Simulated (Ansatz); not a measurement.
# A series in volume scale on Sn

All results are calculated (Ansatz 0.2.0). Free energy against uniform scaling of the volume at fixed shape and fractions; periodic cell, basis, potentials, k mesh and filling as listed.

The cell before it is scaled or strained (space group I4/mmm, No. 139):
```
CELL_PARAMETERS angstrom
-1.59080 1.59080 2.91560
1.59080 -1.59080 2.91560
1.59080 1.59080 -2.91560
ATOMIC_POSITIONS crystal
Sn 0.00000 0.00000 0.00000
```

Settings of every row: functional PBEsol; dispersion none; potentials all-electron LAPW; k mesh 13x13x13; k shift 0x0x0; occupations fermi dirac; smearing width 0.05 eV; spin none.

Limits: coarse k mesh, up to 40 meV an atom off; minimum outside the range.

```
row  volume scale  V (Å³/atom)  energy above lowest point (meV/atom)
  1          0.92       27.152                                     0
  2          0.96       28.333                                  12.5
  3             1       29.513                                     ?
  4          1.04       30.694                                  72.1
  5          1.08       31.874                                 113.8
```

Question: what energy above lowest point should row 3 give?

Worked fit of energy above lowest point. Take u = (V_r/V)^(2/3) − 1 with V_r = 29.514 Å³ an atom, which is twice the finite (Eulerian) strain; such expansions in the strain, on which the Birch-Murnaghan equation of state is built, carry the rest volume and the bulk modulus. The shown rows have u = 0.05718, 0.0276, -0.0258, -0.04999. Least squares give energy above lowest point = 37.49 − 1122.4 × u + 8134 × u² meV/atom; a straight line predicts inner rows, each left out in turn, worse (root mean square 14 against 0.56 meV/atom). The rows lie off it by 0.1, -0.2, 0.2, -0.1. The withheld row has u = 2e-05, so the fit gives 37.49 − 1122.4 × (2e-05) + 8134 × (2e-05)² = 37.5 meV/atom.

The calculation gave 37.6 meV/atom. The fit lies 0.1 meV/atom (0.088 % of the column's range) below it, one unit of the last digit.
